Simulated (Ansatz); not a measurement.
Level of theory: DFT PBE, scalar-relativistic, plane waves, PAW in Ansatz 0.2.0. All cells share a 420 eV cutoff and Γ-centred k meshes spaced at most about 0.3 Å⁻¹ (about 0.25 or finer for metals, 2π included). No spin polarisation in the final relaxations.

These are static total energies at zero pressure.

Two relaxed structures of SiB₂:

1.

```
Si B
1.0
     0.00000    2.43756    2.43756
     2.43756    0.00000    2.43756
     2.43756    2.43756    0.00000
Si B
1 2
Cartesian
  0.0000 0.0000 0.0000
  1.2188 1.2188 1.2188
  3.6563 3.6563 3.6563
```

2.

```
Si B
1.0
     3.05512    0.00000    0.00000
     0.00000    3.05512    0.00000
     0.00000    0.00000    3.21676
Si B
1 2
Direct
  0.00000 0.00000 0.50000
  0.50000 0.50000 0.74808
  0.50000 0.50000 0.25192
```

Question: Which is lower in energy, and by how much?

Answer: Cell 2 is lower, by 0.35 eV/atom. Cell 1 has the fluorite type, space group Fm-3m (No. 225), 9.7 Å³/atom and no gap on its mesh; cell 2 has space group P4/mmm (No. 123), 10.0 Å³/atom and no gap. Counting B atoms around Si (those within 1.25 times the shortest such distance or 1.15 times the sum of covalent radii; the shortest distance is added where it is long for a bond), cell 1 has Si 8 and cell 2 has Si 8 from 2.3 Å. Cell 2 holds B–B chains (shortest 1.60 Å); in cell 1 the shortest B–B distance is 2.44 Å. The lower one is the more open, so pressure narrows the difference. Even the lower one lies +0.69 eV/atom against the reference forms of the elements (uncorrected), so neither is stable at this level. In cell 1, Si has 8 B at 2.11 Å; B has 4 Si at 2.11 Å and 6 B at 2.44 Å. In cell 2, Si has 8 B at 2.30 Å; B is surrounded by 2 B at 1.60–1.62 Å and 4 Si at 2.30 Å. Both come from invented guesses. A third cell relaxed alike, in P6_3/mmc, lies 194 meV/atom below the lower of the two.

Cells relaxed within their symmetry can be saddle points.

The preference for cell 2 probably comes from boron-boron bonding. Its chains have short, covalent B–B contacts, whereas the boron atoms in the fluorite cell are too far apart for ordinary two-centre bonds. The gain outweighs the longer Si–B contacts, which at 2.30 Å are weak. Fluorite suits strongly ionic compounds with filled shells, but silicon and boron differ little in electronegativity, and their electron count doesn't close the shells here, in keeping with the missing gap.

Chains are still a poor substitute for the multicentre bonding of elemental boron's icosahedra, and tetrahedral silicon is lost as well. This suggests why both cells lie above the elements, and it fits the known silicon borides, which are boron-rich and contain icosahedra. The P6_3/mmc cell is lower but also remains above the elements, so cell 2 is only the better of two unfavourable arrangements. As the volumes are so similar, reversing their order by compression would probably take very high pressure. The nearly even B–B spacing doesn't rule out a distortion of the chains: a zigzag with two atoms per repeat would fit in this cell but is forbidden by the symmetry kept in the relaxation, while a longer-period distortion would need a larger cell.
